**Quantum defects and eigenvalues of excited boron: self-interaction of the outer electron**

The table holds binding energies from total-energy differences, quantum defects, Kohn-Sham eigenvalues and mean radii of a 6s, 3p, 7p, 4d or 4f electron on the B⁺ core, from all-electron, non-relativistic, spin-unpolarised PBE with spherical densities. The program represents each outer orbital by a Coulomb function matched to the tabulated radius, integrates its self-repulsion U and its PBE exchange-correlation energy, and fits no energy. Removing U + Exc to first order lowers the 4f defect from 0.128 to 0.026 and the 7p–3p difference from 0.591 to 0.061, or to about 0.14 without the cut at the core radius; the sign of the 3p correction depends on that cut, and 4d keeps a defect near 0.2. With the cut, on which the 3p agreement depends, the frozen-orbital form of Janak's theorem reproduces the gap between binding energy and −ε to about 1 % in four rows and is 4.9 % low for 4d. A core-free 4f model gives the binding energy within 1.1 % but misses the contraction of the radius.

Boron atom with one outer electron on the B⁺ core [He] 2s², from all-electron, non-relativistic PBE calculations with Quantum ESPRESSO ld1.x 7.5 and a point nucleus. Densities are spherical and spin-unpolarised, with open shells spread evenly over spin and m. Excitation energies (from [He] 2s² 2p¹) and binding energies are differences of total energies.

## Program and output

```python
# Table: B [He]2s2 nl, ld1.x all-electron spherical Kohn-Sham, PBE, non-relativistic, unpolarised:
# binding energies (total-energy differences), quantum defects, eigenvalues, radii. Tested: self-interaction U+Exc of the outer electron.
T = {
    'outer_orbital': ['6s', '3p', '7p', '4d', '4f'],
    'excitation_energy': [7.5875, 5.7922, 7.8138, 7.1959, 7.3143],  # eV
    'binding_energy': [0.63437, 2.4297, 0.40799, 1.026, 0.9075],  # eV
    'quantum_defect': [1.369, 0.6336, 1.225, 0.3584, 0.128],
    'outer_eigenvalue': [-0.42, -1.2758, -0.27651, -0.56484, -0.43665],  # eV
    'outer_mean_radius': [35.362, 7.8057, 55.161, 18.451, 17.501],  # bohr
    'eig_over_binding': [0.662, 0.525, 0.678, 0.551, 0.481],
}
import numpy as np
from scipy.constants import physical_constants as pc
from scipy.special import eval_genlaguerre as Lag
from scipy.integrate import trapezoid as tz, cumulative_trapezoid as ctz
from scipy.optimize import minimize_scalar
Ha = pc['Hartree energy in eV'][0]; Ry = Ha/2
o = T['outer_orbital']; g = lambda k: np.array(T[k], float)
B, X, d, e, R, q = map(g, ['binding_energy', 'excitation_energy', 'quantum_defect', 'outer_eigenvalue', 'outer_mean_radius', 'eig_over_binding'])
n = np.array([int(s[0]) for s in o]); l = np.array(['spdf'.index(s[1]) for s in o]); I = {s: i for i, s in enumerate(o)}
# further outputs of the same runs: Exc, EH (hartree), <1/r>, eps 1s, eps 2s (eV); ion; core radius; F0(6s,6s)
F = {'6s': (-3.559868, 9.779266, .03949524, -192.5406, -18.49542), '3p': (-3.609965, 10.28868, .1654767, -189.2981, -15.47018),
     '7p': (-3.553946, 9.725599, .02635348, -192.8767, -18.82438), '4d': (-3.573353, 9.931406, .07516239, -191.6059, -17.5334),
     '4f': (-3.570463, 9.891637, .062545, -191.8745, -17.80509)}
ion = (-3.542181, 9.615842, 0, -193.5741, -19.50537); rc = 3.3285; F0 = 0.6880559
r = np.linspace(0.005, 220, 44000)
def orb(k, ls, z=1.0):
    x = 2*z*r/(k+ls+1); u = x**(ls+1)*np.exp(-x/2)*Lag(k, 2*ls+1, x); return u*u/tz(u*u, r)
U = lambda p: Ha*tz(p*ctz(p, r, initial=0)/r, r)
def xc(p, cut):  # unpolarised PBE exchange and correlation (eV) for r > cut
    rho = p/(4*np.pi*r*r); gr = np.abs(np.gradient(rho, r)); w = p*((rho > 1e-14) & (r > cut)); rho = np.maximum(rho, 1e-14)
    kf = (3*np.pi**2*rho)**(1/3); rs = (3/(4*np.pi*rho))**(1/3); s2 = (gr/(2*kf*rho))**2; t2 = gr**2/(16*kf/np.pi*rho**2)
    ex = -3*kf/(4*np.pi)*(1.804-0.804/(1+0.21951*s2/0.804))
    ec = -0.062182*(1+0.2137*rs)*np.log1p(1/(0.062182*(7.5957*rs**.5+3.5876*rs+1.6382*rs**1.5+0.49294*rs**2)))
    ga = (1-np.log(2))/np.pi**2; b = 0.066725/ga; y = b/np.expm1(-ec/ga)*t2
    return Ha*tz(w*ex, r), Ha*tz(w*(ec+ga*np.log1p(b*t2*(1+y)/(1+y+y*y))), r)
qd = lambda i, b: n[i]-np.sqrt(Ry/b)
print(f"IE=exc+bind {np.mean(X+B):.4f} eV, spread {np.ptp(X+B):.1e} (rounding 5e-5); max|d-Rydberg| {max(abs(n-np.sqrt(Ry/B)-d)):.1e} (rounding 5e-4)")
print("row n* | B_hydrogen eV, B/B_H | <r>_H bohr, <r>/<r>_H | defect: energy, radius, eigenvalue")
for i, s in enumerate(o):
    rh = (3*n[i]**2-l[i]*(l[i]+1))/2; dr = n[i]-np.sqrt((2*R[i]+l[i]*(l[i]+1))/3)
    print(f"{s} {n[i]-d[i]:.3f} | {Ry/n[i]**2:.3f} {B[i]*n[i]**2/Ry:.3f} | {rh:.1f} {R[i]/rh:.3f} | {d[i]:.3f} {dr:.3f} {qd(i,-e[i]):.3f}")
M = []
print("row l* | <1/r> model/run | eV: U model, U run est.(dEH-2*core shifts) | Ex, Ec, Exc model, dExc run, rest")
for i, s in enumerate(o):
    k = n[i]-l[i]-1-(l[i] == 0); a = 6*k+5; ls = (-a+np.sqrt(a*a-8*(3*(k+1)**2-2*R[i])))/4
    p = orb(k, ls); u = U(p); ex, ec = xc(p, rc); dx = (sum(xc(1.01*p, rc))-sum(xc(.99*p, rc)))/.02
    f = F[s]; ur = (f[1]-ion[1])*Ha-2*(f[3]-ion[3]+f[4]-ion[4]); xr = (f[0]-ion[0])*Ha; M.append((u, ex+ec, dx, sum(xc(p, 0))))
    print(f"{s} {ls:.2f} | {tz(p/r,r)/f[2]:.3f} | {u:.3f} {ur:.3f} | {ex:.3f} {ec:.3f} {ex+ec:.3f} {xr:.3f} {xr-ex-ec:.3f}")
u, x, dx, x0 = np.array(M).T
print(f"6s: U model {u[I['6s']]:.3f} vs F0/2 {F0/2:.3f} eV; F0/2+dExc(run) {F0/2+(F['6s'][0]-ion[0])*Ha:.3f} eV")
print("row |Exc|/U | U+Exc eV, % of B | B corrected eV | defect table, corrected(cut), corrected(uncut)")
dc = np.array([qd(i, B[i]+u[i]+x[i]) for i in range(len(o))])
for i, s in enumerate(o):
    print(f"{s} {-x[i]/u[i]:.3f} | {u[i]+x[i]:.3f} {100*(u[i]+x[i])/B[i]:.1f} | {B[i]+u[i]+x[i]:.3f} | {d[i]:.3f} {dc[i]:.3f} {qd(i,B[i]+u[i]+x0[i]):.3f}")
print("row gap B+eps eV: table, model, err% | U-|Exc|/3, err% | U/B, exponent dlnExc/dlnf | ratio table, model")
G = B+e; Gm = u+dx-x
for i, s in enumerate(o):
    print(f"{s} {G[i]:.3f} {Gm[i]:.3f} {100*(Gm[i]/G[i]-1):+.1f} | {u[i]+x[i]/3:.3f} {100*((u[i]+x[i]/3)/G[i]-1):+.1f} | {u[i]/B[i]:.2f} {dx[i]/x[i]:.3f} | {q[i]:.3f} {1-Gm[i]/B[i]:.3f}")
print("worst gap row:", o[int(np.argmax(abs(Gm/G-1)))])
a, b, f, dd = I['3p'], I['7p'], I['4f'], I['4d']
print(f"7p-3p defect: table {d[b]-d[a]:.3f} (ratio {d[b]/d[a]:.2f}), corrected {dc[b]-dc[a]:.3f}")
E4 = lambda z: Ha*(z*z/32-z/16)+U(orb(0, 3, z))+sum(xc(orb(0, 3, z), 0))
z = minimize_scalar(E4, bounds=(0.8, 1.3), method='bounded').x
print(f"core-free 4f: B first order {-E4(1):.4f}, variational {-E4(z):.4f} (scale {z:.3f}), table {B[f]:.4f} eV, err {100*(-E4(z)/B[f]-1):+.1f}%")
print(f"  defect {qd(f,-E4(z)):.3f} vs {d[f]:.3f}; <r> {18/z:.2f} vs {R[f]:.2f} bohr; table excess over H {B[f]-Ry/16:.4f} eV; 0.2-0.9 mHa = {2e-4*Ha:.3f}-{9e-4*Ha:.3f} eV")
d2 = (d[a]-d[b])/(B[a]/Ry-B[b]/Ry); c = np.sqrt(B[a]/B[b]); d0 = (3*c-7)/(c-1)
print(f"two-point p fits (no test): Ritz d0 {d[b]-d2*B[b]/Ry:.3f}, d2 {d2:.2f}; rescaled Ry factor {B[a]*(3-d0)**2/Ry:.3f}, d0 {d0:.3f}; 4f factor at d0=0 {B[f]*16/Ry:.3f}")
for i in (dd, f):  # rough recalled B+ polarisability, 10 bohr^3
    L = l[i]; r4 = (3*n[i]**2-L*(L+1))/(2*n[i]**5*(L-.5)*L*(L+.5)*(L+1)*(L+1.5))
    print(f"{o[i]}: core-polarisation defect about {n[i]**3*5*r4:.3f} vs table {d[i]:.3f}")
print(f"defect shift per 1% of B (n*/200): 3p {(n[a]-d[a])/200:.4f}, 7p {(n[b]-d[b])/200:.4f}")
assert d[I['6s']] > d[b] > d[a] > d[dd] > d[f] > 0
assert np.ptp(X+B) < 2e-4 and max(abs(n-np.sqrt(Ry/B)-d)) < 1e-3
assert np.all((q > 0.4) & (q < 0.75)) and q[f] == q.min()
```

Output:

```
IE=exc+bind 8.2219 eV, spread 1.1e-04 (rounding 5e-5); max|d-Rydberg| 2.2e-04 (rounding 5e-4)
row n* | B_hydrogen eV, B/B_H | <r>_H bohr, <r>/<r>_H | defect: energy, radius, eigenvalue
6s 4.631 | 0.378 1.679 | 54.0 0.655 | 1.369 1.145 0.308
3p 2.366 | 1.512 1.607 | 12.5 0.624 | 0.634 0.577 -0.266
7p 5.775 | 0.278 1.469 | 72.5 0.761 | 1.225 0.881 -0.015
4d 3.642 | 0.850 1.207 | 21.0 0.879 | 0.358 0.218 -0.908
4f 3.872 | 0.850 1.067 | 18.0 0.972 | 0.128 0.042 -1.582
row l* | <1/r> model/run | eV: U model, U run est.(dEH-2*core shifts) | Ex, Ec, Exc model, dExc run, rest
6s -0.15 | 1.076 | 0.344 0.360 | -0.338 -0.072 -0.410 -0.481 -0.071
3p 0.31 | 1.132 | 1.570 1.686 | -1.170 -0.223 -1.393 -1.844 -0.452
7p 0.07 | 1.031 | 0.220 0.230 | -0.229 -0.048 -0.277 -0.320 -0.043
4d 1.72 | 0.960 | 0.661 0.707 | -0.597 -0.135 -0.731 -0.848 -0.117
4f 2.94 | 1.029 | 0.703 0.705 | -0.584 -0.165 -0.749 -0.770 -0.021
6s: U model 0.344 vs F0/2 0.344 eV; F0/2+dExc(run) -0.137 eV
row |Exc|/U | U+Exc eV, % of B | B corrected eV | defect table, corrected(cut), corrected(uncut)
6s 1.193 | -0.066 -10.5 | 0.568 | 1.369 1.106 1.041
3p 0.887 | 0.177 7.3 | 2.607 | 0.634 0.716 0.592
7p 1.257 | -0.057 -13.9 | 0.351 | 1.225 0.776 0.730
4d 1.106 | -0.070 -6.8 | 0.956 | 0.358 0.227 0.197
4f 1.066 | -0.046 -5.1 | 0.861 | 0.128 0.026 0.026
row gap B+eps eV: table, model, err% | U-|Exc|/3, err% | U/B, exponent dlnExc/dlnf | ratio table, model
6s 0.214 0.216 +0.9 | 0.207 -3.4 | 0.54 1.311 | 0.662 0.659
3p 1.154 1.159 +0.4 | 1.106 -4.2 | 0.65 1.296 | 0.525 0.523
7p 0.131 0.133 +1.1 | 0.128 -2.7 | 0.54 1.315 | 0.678 0.674
4d 0.461 0.439 -4.9 | 0.417 -9.5 | 0.64 1.304 | 0.551 0.572
4f 0.471 0.474 +0.6 | 0.453 -3.8 | 0.77 1.306 | 0.481 0.478
worst gap row: 4d
7p-3p defect: table 0.591 (ratio 1.93), corrected 0.061
core-free 4f: B first order 0.8974, variational 0.8974 (scale 0.997), table 0.9075 eV, err -1.1%
  defect 0.106 vs 0.128; <r> 18.05 vs 17.50 bohr; table excess over H 0.0571 eV; 0.2-0.9 mHa = 0.005-0.024 eV
two-point p fits (no test): Ritz d0 1.344, d2 -3.98; rescaled Ry factor 1.377, d0 0.223; 4f factor at d0=0 1.067
4d: core-polarisation defect about 0.083 vs table 0.358
4f: core-polarisation defect about 0.012 vs table 0.128
defect shift per 1% of B (n*/200): 3p 0.0118, 7p 0.0289
```
